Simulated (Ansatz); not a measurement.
# Pressure, energy and gap of a 141-atom amorphous Si0.8Ge0.2 cell between −10 % and +6 % volume change, LDA

We have to decide how far a single bulk modulus may be used for amorphous Si0.8Ge0.2 in stress models of films and electrodes, and whether the electronic gap has to be adjusted for volume at the same time. A modulus used outside its range gives wrong stresses, and a glass can also yield by rearranging its network. We therefore follow the pressure, the energy and the Kohn-Sham gap of one cell in LDA as its volume is scaled evenly and its atoms are relaxed at each volume. Volume changes and energies are counted from the relaxed cell, and positive pressure means compression. The results describe one quenched sample at 0 K, so they carry no spread between samples.

## Calculations

One cell of 141 atoms, Si113Ge28 in reduced formula. Start: 141 atoms (113 Si, 28 Ge) placed at random at 2.91 g/cm³, melted at 3500 K for 10 ps at fixed volume with the Tersoff potential (Tersoff, Phys. Rev. B 39, 5566 (1989)). Quenched from 3500 K to 300 K at 10 K/ps and fixed volume, held 5 ps, then minimised at fixed cell. Cell and atoms were then relaxed in DFT. From that cell the volume was scaled evenly and the atoms were relaxed again at each fixed cell. Ansatz 0.2.0: Kohn-Sham DFT with LDA, PAW potentials, plane waves to 420 eV, k-points Γ alone, no spin polarisation, no spin-orbit coupling. Occupations: Fermi-Dirac smearing of 0.025 eV. The cutoff and the k-mesh are held, so the number of plane waves changes with the volume. In the run that the rows count from, the cell has a density of 3.06 g/cm³, a pressure of -0.0 GPa and a spacing of 0.25 eV between highest filled and lowest empty level, and its k-points sample 14 Å along the shortest periodic direction.

Notes on method and selection:

- The gap is read on the run's k-points alone; rows whose frontier levels are partly filled show none.
- Semilocal functionals tend to put gaps under measured ones.
- In disordered cells the gap varies from sample to sample, and tail or defect states can set it.
- Cells made by classical potentials are single samples, quenched or equilibrated over picoseconds, then relaxed in DFT to a nearby minimum.
- In a glass, relaxing at another volume can switch bonds, so the points needn't lie on one elastic curve.
- All values are for 0 K, without vibrations.
- Where atoms are relaxed at each volume, a cell can fall into another minimum, and loose force tolerances leave some of the strain unrelaxed.
- Series whose pressures fit the equation of state badly weren't written up.
- Runs that did not converge, have known faults or may not be shown are not listed, and runs on Ansatz's PAW sets soft_1 and soft_2 are kept to separate tables.

Columns:

- volume change (%): change of the cell's volume from the relaxed cell, all three axes scaled alike.
- volume (Å³/atom): volume per atom.
- pressure (GPa): pressure, a third of the trace of the stress, positive under compression, without a kinetic term.
- energy (meV/atom): free energy per atom less that of the relaxed cell.
- gap (eV): Kohn-Sham gap: lowest empty less highest filled level over the k-points of the run.

Input lines of one member:

```
kpoints:
  mp_grid: { grid: [1, 1, 1] }
hamiltonian:
  xc: lda
scf:
  occupations: { method: fermi_dirac, width: 0.025 }
relax:
  f_tol: 0.05
  max_steps: 70
```

Command (options for logging and memory left out): `ansatz run input.yaml --threads 8 --backend cpu`

## Results

| member | volume change (%) | volume (Å³/atom) | pressure (GPa) | energy (meV/atom) | gap (eV) |
| --- | --- | --- | --- | --- | --- |
| −10 % | −10 | 18.0238 | 7.783 | 41.594 | 0.229 |
| −6 % | −6 | 18.8248 | ? | ? | ? |
| −3 % | −3 | 19.4256 | 2.322 | 4.218 | 0.239 |
| relaxed cell | 0 | 20.0264 | −0.010 | 0.000 | 0.246 |
| +3 % | 3 | 20.6272 | −2.021 | 3.907 | 0.250 |
| +6 % | 6 | 21.2280 | −3.739 | 14.789 | 0.250 |

Cells marked ? are withheld until the estimate has been made.

Least-squares fits to the members shown, with x = volume change (%); R² and errors in the fitted variable (y, or ln y where the fit is in ln y):

| y | members | fit | R² | rms residual | leave-one-out rms | the same for the mean of the others |
| --- | --- | --- | --- | --- | --- | --- |
| pressure (GPa) | 5 | y = 0.05827 − 0.6920 x + 0.008284 x² | 1.00 | 0.074 | 0.55 | 5.0 |
| energy (meV/atom) | 5 | y = 0.2406 − 0.03664 x + 0.4101 x² | 1.00 | 0.14 | 0.60 | 19 |

## The trend and its physics

Pressure falls steadily as the cell expands. Between −3 % and +3 % the mean slope is (2.322 + 2.021) / 6 = 0.724 GPa per percent, a bulk modulus of about 72 GPa. The energies agree: with $E = \tfrac{1}{2} B V_0 (\Delta V/V_0)^2$ and the mean energy of the same two rows, (4.218 + 3.907) / 2 = 4.06 meV/atom, $B$ is again about 72 GPa.

The slope is not constant. It drops from 0.777 GPa per percent between −3 % and 0 to 0.573 between +3 % and +6 %, because stretched bonds resist less than shortened ones. One modulus reproduces the pressures at ±3 % to about 0.15 GPa, but at +6 % it gives a tension of 6 × 0.724 = 4.34 GPa where the run has 3.739.

Under strong compression the expected stiffening is missing: from −3 % to −10 % the mean slope is only 0.780 GPa per percent. The parabola through the rows at −3 %, 0 and +3 %,

$$p(x) = -0.010 - 0.7238\,x + 0.01783\,x^2,$$

with $x$ in percent and $p$ in GPa, has the quadratic coefficient (2.322 − 2.021 + 2 × 0.010) / 18 = 0.01783. At −10 % it gives −0.010 + 0.7238 × 10 + 0.01783 × 100 = 9.01 GPa, which is 9.01 − 7.783 = 1.23 GPa above the run. Some atoms moved unusually far in the relaxations at −10 % and −6 %, and the stress became less even along the axes. A local rearrangement into a denser network has the right sign, since it lowers the pressure at fixed volume. The energy supports it: with 1 meV/Å³ = 0.1602 GPa, the rise from −3 % to −10 % corresponds to a mean pressure of (41.594 − 4.218) / (19.4256 − 18.0238) × 0.1602 = 4.27 GPa. This is well under the average of the two end pressures, (7.783 + 2.322) / 2 = 5.05 GPa, and the curvature of the parabola accounts for only 0.01783 × 7² / 6 = 0.15 GPa of that difference.

The gap changes by just 0.250 − 0.229 = 0.021 eV over the rows shown, so volume is a minor correction to it in this sample. Tail or defect states may set its size, and LDA tends to put gaps too low.

## A prediction

Plain estimates from the members shown:

- −6 %, fit at x = −6: 4.508 GPa
- −6 %, straight-line interpolation between −10 % and −3 %: w = (−6 − (−10)) / (−3 − (−10)) = 0.571, so 7.783 + 0.571 × (2.322 − 7.783) = 4.662 GPa

Both plain estimates for −6 % lean on the −10 % row as if it lay on the same elastic curve as the others, which its pressure and energy speak against. We start instead from the parabola through the three rows around zero. Tried on +6 %, it gives −0.010 − 0.7238 × 6 + 0.01783 × 36 = −3.71 GPa against −3.739 in the run, so it carries well to a strain of this size when the network stays intact.

At −6 % it gives −0.010 + 0.7238 × 6 + 0.01783 × 36 = 4.975 GPa. This is the pressure expected without rearrangement. Since atoms also moved unusually far at −6 %, some pressure should have been released there too. We take the shortfall at −10 %, 1.23 GPa, as the most that is likely at the milder compression, and zero as the least. The pressure then lies between 4.98 − 1.23 = 3.75 GPa and 4.98 GPa.

Nothing in the other columns favours one end of this range, so we take its centre, 4.98 − 1.23 / 2 = 4.37 GPa. For an even distribution over the range the standard deviation is 1.23 / √12 = 0.36 GPa, far more than the 0.03 GPa miss of the parabola at +6 %. The uncertainty is thus almost wholly that of how much the network gave way.

**Committed estimate, −6 %: pressure = 4.4 ± 0.4 GPa.**

## How the estimate fared

| member | volume change (%) | volume (Å³/atom) | pressure (GPa) | energy (meV/atom) | gap (eV) |
| --- | --- | --- | --- | --- | --- |
| −6 % | −6 | 18.8248 | 4.434 | 13.101 | 0.229 |

| member | estimate | pressure (GPa) | computed | estimate − computed | miss in error bars |
| --- | --- | --- | --- | --- | --- |
| −6 % | committed | 4.400 | 4.434 | −0.034 | 0.1 |
| −6 % | fit | 4.508 | 4.434 | +0.074 |  |
| −6 % | interpolation | 4.662 | 4.434 | +0.228 |  |

The run gives 4.434 GPa at −6 %. Our 4.4 ± 0.4 GPa is well inside its error bar and closer than the fit (0.074 GPa too high) and the interpolation (0.228 GPa too high). So small a miss is partly chance, since we had only taken the middle of a wide range. Our objection to the fit mattered little, because the −6 % row has left the elastic curve as well.

The expectation that the network had already given way at −6 % held. The pressure is 4.975 − 4.434 = 0.541 GPa below the parabola through the three rows around zero. The energy is clearer still. Between −3 % and −6 % it rises by 13.101 − 4.218 = 8.883 meV/atom over 19.4256 − 18.8248 = 0.6008 Å³/atom, a mean pressure of 8.883 / 0.6008 × 0.1602 = 2.37 GPa, whereas the two end pressures average (2.322 + 4.434) / 2 = 3.38 GPa. On one smooth elastic curve these would nearly agree, as they do in size between +3 % and +6 %, where the energies give (14.789 − 3.907) / 0.6008 × 0.1602 = 2.90 GPa and the end pressures (2.021 + 3.739) / 2 = 2.88 GPa. Had the network stayed intact, the end pressures would have averaged (2.322 + 4.975) / 2 = 3.65 GPa and the energy would have risen by 3.65 × 0.6008 / 0.1602 = 13.7 meV/atom. The rearrangement therefore lowered the energy at −6 % by roughly 5 meV/atom, or about 0.7 eV for the whole cell.

## Exceptions

Least-squares fits to the whole series, with x = volume change (%); R² and errors in the fitted variable (y, or ln y where the fit is in ln y):

| y | members | fit | R² | rms residual | leave-one-out rms | the same for the mean of the others |
| --- | --- | --- | --- | --- | --- | --- |
| pressure (GPa) | 6 | y = 0.04308 − 0.6892 x + 0.008518 x² | 1.00 | 0.072 | 0.14 | 4.7 |
| energy (meV/atom) | 6 | y = −0.1929 + 0.04285 x + 0.4168 x² | 1.00 | 0.73 | 2.1 | 17 |

Largest departures from the fit to the whole series:

| member | pressure (GPa) | fit | computed − fit | in rms residuals |
| --- | --- | --- | --- | --- |
| −3 % | 2.322 | 2.187 | +0.135 | 1.9 |
| +3 % | −2.021 | −1.948 | −0.073 | 1.0 |
| relaxed cell | −0.010 | 0.043 | −0.053 | 0.7 |
| −6 % | 4.434 | 4.485 | −0.051 | 0.7 |

The largest departure from the fit to the whole series is at −3 %, where the computed pressure is 0.135 GPa above the curve. This row is not itself unusual: its atoms moved little, and its energy above the relaxed cell is close to what the pressures of the two rows imply. The fit runs one parabola through two kinds of row, those with the original network and the two rearranged ones at −6 % and −10 %. The lower pressures of the rearranged rows pull the curve down on the compressed side and leave −3 % above it. The other departures are about as large as the typical residual or smaller and need no cause of their own.

Measured against the parabola through −3 %, 0 and +3 %, the rows that stand out are −6 % and −10 %, with pressures 0.54 and 1.23 GPa too low. Rearrangement remains the likely cause of both, since atoms moved unusually far in these two cells and their energies lie below those expected of an intact network. Before the estimate, however, we went too far in speaking of a denser network. Counted within a cutoff set for each cell, the mean number of neighbours is no higher at −6 % than in the relaxed cell, and at −10 % it is slightly lower. The network thus relieved pressure without gaining bonds. No row releases the rearranged cells to zero pressure, so it isn't shown that they would keep a smaller volume. The exact shortfall at −10 % is less certain, because the parabola is carried far beyond the rows that define it and small errors in their pressures, which are less tightly converged at changed volumes, grow with it.

## Summary

For this sample a constant bulk modulus of 72 GPa, or 0.724 GPa per percent of volume, serves at ±3 % and −6 % to within about 0.15 GPa. At −6 % it does so because yielding of the network offsets the stiffening of the bonds. At −10 % it gives 10 × 0.724 = 7.24 GPa, which is 7.783 − 7.24 = 0.54 GPa too low. At +6 % it overstates the tension by 4.34 − 3.74 = 0.60 GPa, so stretched material needs the curved fit. That fit predicts a left-out row to about 0.14 GPa.

The strain at which the network yields belongs to this one quench, and series with badly fitting pressures were left out, so other samples may yield more strongly.

Whether the gap of the alloy needs a volume correction stays open. The spacing listed as gap changes by only 0.021 eV over the series, but quite a few silicon atoms in the relaxed cell have a neighbour too many or, less often, too few, and such atoms can put levels between the bands. The rows don't show on which atoms the highest filled and lowest empty levels sit. If these are defect or tail levels, the gap between the bands is wider and may shift differently with volume. When we called volume a minor correction ahead of the estimate, we could say so only of this one spacing. Nor should 0.25 eV be taken as the gap of amorphous Si0.8Ge0.2: the effects of LDA, of defects and of the choice of sample can't be separated here, and we put no size on any of them.

[Logs are printed without paths, hosts, clocks, repeated set-up lines and the standing remarks that a program may print on its own settings, such as how far it seeks lower states.]
